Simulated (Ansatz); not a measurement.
## Ta: the change of pressure and energy above lowest point with volume scale

Results calculated with Ansatz 0.2.0, not measured. Free energy against uniform scaling of the volume at fixed shape and fractions; periodic cell, basis, potentials, k mesh and filling as listed.

The cell before it is scaled or strained (space group Fm-3m, No. 225):
```
cell vectors (Å)
   0.0000     2.1170     2.1170
   2.1170     0.0000     2.1170
   2.1170     2.1170     0.0000
atoms (fractions of the cell vectors)
Ta  0.00000  0.00000  0.00000
```

Settings of every row: functional r2SCAN; dispersion none; potentials PAW; wave cutoff 530 eV; density cutoff 2120 eV; k mesh 12x12x12; k shift 0x0x0; occupations fermi dirac; smearing width 0.1 eV; spin none.

Limits: coarse k mesh, up to 40 meV an atom off; no spin-orbit coupling, which can matter with elements this heavy.

```
row  volume scale  V (Å³/atom)  pressure (GPa)  energy above lowest point (meV/atom)
  1        0.9406       17.848               ?                                     ?
  2        0.9703       18.412            2.44                                     0
  3             1       18.975           -3.48                                   2.1
  4        1.0297       19.539           -8.63                                  23.6
  5        1.0594       20.103          -13.13                                  62.1
```

Question: what pressure and energy above lowest point should row 1 give?

Worked fit of pressure. Take u = (V_r/V)^(2/3) − 1 with V_r = 19.257 Å³ an atom, which is twice the finite (Eulerian) strain; such expansions in the strain, on which the Birch-Murnaghan equation of state is built, carry the rest volume and the bulk modulus. The shown rows have u = 0.03037, 0.00988, -0.00965, -0.02826. Least squares give pressure = −6.143 + 264.22 × u + 603.8 × u² GPa; a straight line predicts inner rows, each left out in turn, worse (root mean square 0.33 against 0.014 GPa). The rows lie off it by 0.00, -0.01, 0.01, 0.00. The pressure vanishes at u = 0.0221, or V = 18.63 Å³ an atom, and there the bulk modulus at fixed shape and fractions is B = −V dP/dV = (2/3)(1 + u) dP/du = 198 GPa. The withheld row has u = 0.05196, so the fit gives −6.143 + 264.22 × (0.05196) + 603.8 × (0.05196)² = 9.22 GPa.

The calculation gave 9.27 GPa. The fit lies 0.05 GPa (0.22 % of the column's range) below it; its largest miss of a shown row is 0.01 GPa. This row lies beyond the range of the fit.

Worked fit of energy above lowest point. Take u = (V_r/V)^(2/3) − 1 with V_r = 19.257 Å³ an atom, which is twice the finite (Eulerian) strain; such expansions in the strain, on which the Birch-Murnaghan equation of state is built, carry the rest volume and the bulk modulus. The shown rows have u = 0.03037, 0.00988, -0.00965, -0.02826. Least squares give energy above lowest point = 10.58 − 1111.7 × u + 25150 × u² meV/atom; a straight line predicts inner rows, each left out in turn, worse (root mean square 14 against 0.11 meV/atom). All shown rows lie on it to the printed digit. Its lowest point lies at u = 0.0221, or V = 18.64 Å³ an atom, and the curvature there gives the bulk modulus at fixed shape and fractions, B = (4/9)(1 + u)² E″(u)/V = 201 GPa. The withheld row has u = 0.05196, so the fit gives 10.58 − 1111.7 × (0.05196) + 25150 × (0.05196)² = 20.7 meV/atom.

The calculation gave 20.3 meV/atom. The fit lies 0.4 meV/atom (2 % of the value, 0.64 % of the column's range) above it; its largest miss of a shown row is 0.0 meV/atom. This row lies beyond the range of the fit.
